# Why the lowest excited singlets of a small Si–Si ring are nearly dark

A natural first guess about an absorption spectrum is that the lowest excited state opens it and the higher ones join in turn. That guess fails for this four-membered ring of one carbon, one oxygen and two bonded silicon atoms. Time-dependent B3LYP places two almost dark singlets below the first bright one. Two bright states follow, and then the absorption weakens again.

PySCF 2.14.0, B3LYP/6-31+G(d) linear response in the Tamm–Dancoff approximation: the six lowest singlet excited states of neutral, closed-shell C[SiH]1CO[SiH2]1 (C2H8OSi2) in the gas phase at its GFN2-xTB geometry. Pair weights refer to natural transition orbitals; hole electron distances come from unrelaxed difference densities.

| row | excitation energy (eV) | oscillator strength | leading pair weight | hole electron distance (Å) | hole electron overlap |
| --- | --- | --- | --- | --- | --- |
| 1 | 5.762 | 0.001 | 0.991 | 1.318 | 0.440 |
| 2 | 5.871 | 0.004 | 0.988 | 1.380 | 0.432 |
| 3 | 5.941 | 0.056 | 0.945 | 0.627 | 0.597 |
| 4 | 6.219 | 0.049 | 0.910 | 1.192 | 0.507 |
| 5 | 6.314 | 0.006 | 0.601 | 1.542 | 0.486 |
| 6 | 6.335 | 0.013 | 0.583 | 1.755 | 0.490 |

## What happens

The excitation energy $E$ rises by only a tenth from the first state to the sixth. The oscillator strength $f$, which measures how strongly a state absorbs light, takes a different course. It is tiny in states 1 and 2, jumps to 0.056 in state 3, stays at 0.049 in state 4 and then drops. These two states carry 81% of the strength of all six. They are bright only beside their neighbours, since strongly allowed transitions can reach values near 1.

The other columns describe the charge that moves. An excitation leaves a hole where an electron used to be and puts the electron into an orbital that was empty. The leading pair weight is the share of the excitation that a single pair of hole and electron orbitals can describe. The hole electron distance runs between the centres of the two charge clouds, and the hole electron overlap says how far the clouds occupy the same space.

The distance looks like a tempting explanation, because the brightest state also has the shortest one. State 4 spoils it. Its distance of 1.192 Å is close to the 1.318 Å of state 1, yet it absorbs more than thirty times as strongly. The distance tells how far charge is displaced once the excitation is complete, whereas light acts on a different quantity.

## Why

That quantity is the transition dipole $\mu$. In atomic units the oscillator strength is

$$f=\tfrac{2}{3}\,E\,\mu^2 .$$

Since $E$ hardly changes, nearly all the variation in $f$ must sit in $\mu^2$, which indeed spans a factor of 40. This formula is part of the calculation, so it locates the effect without explaining it.

The explanation starts from a state made of one orbital pair, with hole orbital $h$ and electron orbital $e$. Its transition dipole is $\sqrt2$ times the integral of position multiplied by the product $he$. The two orbitals are orthogonal, so this product has positive and negative lobes of equal total amount $A$. If the centres of the positive and the negative part lie a distance $s$ apart, then

$$\mu=\sqrt2\,A\,s,\qquad f=\tfrac{4}{3}\,E\,A^2s^2 .$$

A bright state therefore needs two things. The orbitals must overlap, which makes $A$ large, and the lobes of their product must be sorted towards opposite ends, which makes $s$ large.

Two limits show what each factor does. If the electron moves to a region that the hole does not reach, $A$ vanishes and the state is dark, however far the charge has travelled. If the orbitals overlap well but the lobes alternate in space, the two centres fall together and the state is dark again. The second limit is easily overlooked, because a measure of overlap does not reveal it.

A particle in a one-dimensional box with hard walls shows this second limit cleanly. For the jump from level 1 to level 2, the orbital product is positive at one end and negative at the other, so the transition dipole is large. For the jump from level 1 to level 3, it has one sign at both ends and the other in the middle, and the transition dipole is exactly zero. Yet the integral of the absolute product is almost the same: $8/(3\pi)\approx0.85$ in the first case and $3\sqrt3/(2\pi)\approx0.83$ in the second. The comparison has a bound: the exact zero comes from the symmetry of the box, and the ring has no symmetry, so nothing forces its lobes to cancel completely.

## How large

The two factors can be separated by pretending that $s$ is the same in every state. The strength should then follow $E$ times the square of the tabulated overlap, which stands in for $A$. State 3 sets the scale, nothing else is adjusted, and the other five states serve as the test.

For state 1 the estimate is

$$f\approx0.0556\times\frac{5.762}{5.941}\times\left(\frac{0.440}{0.597}\right)^2\approx0.029 .$$

The calculation gives 0.0013, so overlap alone overestimates the strength by a factor of 22. Read through the formula for $f$, the lobe centres in state 1 lie only about a fifth as far apart as in state 3, since $\sqrt{22}\approx4.7$. The figure is rough, because in so dark a state even a minor second pair can matter: its weight of 0.007 enters the dipole as an amplitude of about 0.08. Alternating lobes would explain the small separation, but a compact product whose two lobes lie close together would act in the same way, and only a plot could tell the two apart.

The same estimate falls about 14% below the computed strength for state 4. It is too high by a factor of about 7 for state 2. On this reading the lobe centres are about equally far apart in states 3 and 4, while states 1 and 2 lose most of their strength because theirs lie much closer together. The printed output after this text lists the comparison for every state.

Overlap still has some value as a guide. It ranks the six states by brightness almost correctly, with only the two darkest exchanged. But its square varies by less than a factor of two, against the factor of 40 in $\mu^2$. It can hint at which state is brighter and says little about by how much.

## The top two states

States 5 and 6 are irregular in another way. Their overlaps are only slightly below that of state 4, yet they are much weaker, and no single orbital pair describes them. The leading pair carries about 0.6 of each excitation and a second pair carries nearly all the rest. Their transition dipole is then a sum of two vectors, which may reinforce or oppose each other. Yet cancellation between the pairs can hardly explain why both states are weak. Both have the same largest contribution, HOMO−2 to LUMO+1, which suggests that they blend the same two configurations. Blending then only divides $\mu^2$ between the states and leaves the sum unchanged. That sum is 0.124 in atomic units, about a third of the value for state 3 alone, so each configuration would be weak even before the two mix.

The second pair says something definite about the character of these states. Configurations that share one electron orbital, or one hole orbital, can always be merged into a single pair. Merging of this kind occurs in state 1, where the largest contribution in ordinary orbitals, HOMO to LUMO, has a share of only 0.437 although the leading pair weight is 0.991. Two sizeable pairs survive only if at least two different holes and two different electron orbitals take part.

Close energies are the likely reason for this mixing. When two configurations are far apart compared with their coupling, each state keeps one of them; when they nearly coincide, even a weak coupling blends them. States 5 and 6 lie only 0.021 eV apart, which fits the second case, though the coupling itself has not been isolated.

## What to do about it

Do not take the lowest root as the start of noticeable absorption in a simulated spectrum. Here the first bright states lie at about 209 and 199 nm, in the deep ultraviolet. A calculation stopped after two roots would have missed both. Ask for enough states to pass the first strong one, and judge them by oscillator strength.

When the functional or the basis is changed, follow a state by its orbital pair and its transition dipole, not by its number. The dark state 2 lies only 0.070 eV below the bright state 3, while errors of a few tenths of an electronvolt are common for this kind of method. The order of dark and bright states could therefore change. States 5 and 6 are best treated as one group, because their individual make-up is the first thing that a small shift would alter.

Two settings deserve a check before the strengths are used in earnest. The Tamm–Dancoff approximation does not obey the sum rule for oscillator strengths, so the bright states should be repeated with full linear response. B3LYP tends to place diffuse, Rydberg-like states too low, and the basis has few diffuse functions; a range-separated functional with a more diffuse basis would test both. The results also belong to one gas-phase conformer at a fixed geometry, so other conformers and vibrations may change the weak strengths.

To judge a related molecule, plot the transition density of each state. For a state of one pair this is the product of the hole and electron orbitals; for states like 5 and 6 the products of both pairs must be added with their amplitudes and signs. Two large lobes of opposite sign at opposite ends mean strong absorption, and a patchwork of alternating lobes means weak absorption, even where the overlap looks generous. Organosilicon vapours serve as precursors for silicon-containing films in device making, and for light-assisted deposition the computed energies and strengths help to choose a wavelength. They show at which wavelengths light is taken up, which is not yet evidence that a bond breaks.

Numerical output:

```
Brightness and the overlap-only model:
  row  squared transition dipole (a.u.)  strength from dipole  strength from overlap alone  overestimate factor
    1                          0.009454              0.001335                      0.02928                21.94
    2                           0.02721              0.003914                      0.02876                7.347
    3                            0.3818               0.05557                      0.05557                    1
    4                            0.3202               0.04879                      0.04195               0.8599
    5                           0.03775               0.00584                      0.03914                6.702
    6                           0.08599               0.01335                      0.03992                2.991
Character of the states:
  row  step from state below (eV)  second natural pair weight  effective number of pairs  largest canonical share
    1                         n/a                       0.007                      1.018                    0.437
    2                       0.109                       0.008                      1.024                    0.592
    3                        0.07                       0.045                      1.117                    0.624
    4                       0.278                       0.084                      1.197                    0.693
    5                       0.095                       0.394                      1.936                    0.321
    6                       0.021                        0.41                      1.969                    0.502
Largest over smallest excitation energy: 1.099
Largest over smallest squared transition dipole: 40.38
Largest over smallest squared overlap: 1.91
Share of the six-state strength in rows 3 and 4 (%): 81.03
Rank correlation of strength with overlap: 0.9429
Rank correlation of strength with centroid distance: -0.4286
Rank correlation of strength with energy: 0.4857
Shared leading configuration summed over rows 5 and 6: 0.823
HOMO-LUMO orbital gap (eV): 6.745
Row 1 below the orbital gap (eV): 0.983
Row 6 below the orbital gap (eV): 0.41
Wavelength of row 3 (nm): 208.7
Wavelength of row 4 (nm): 199.4
```
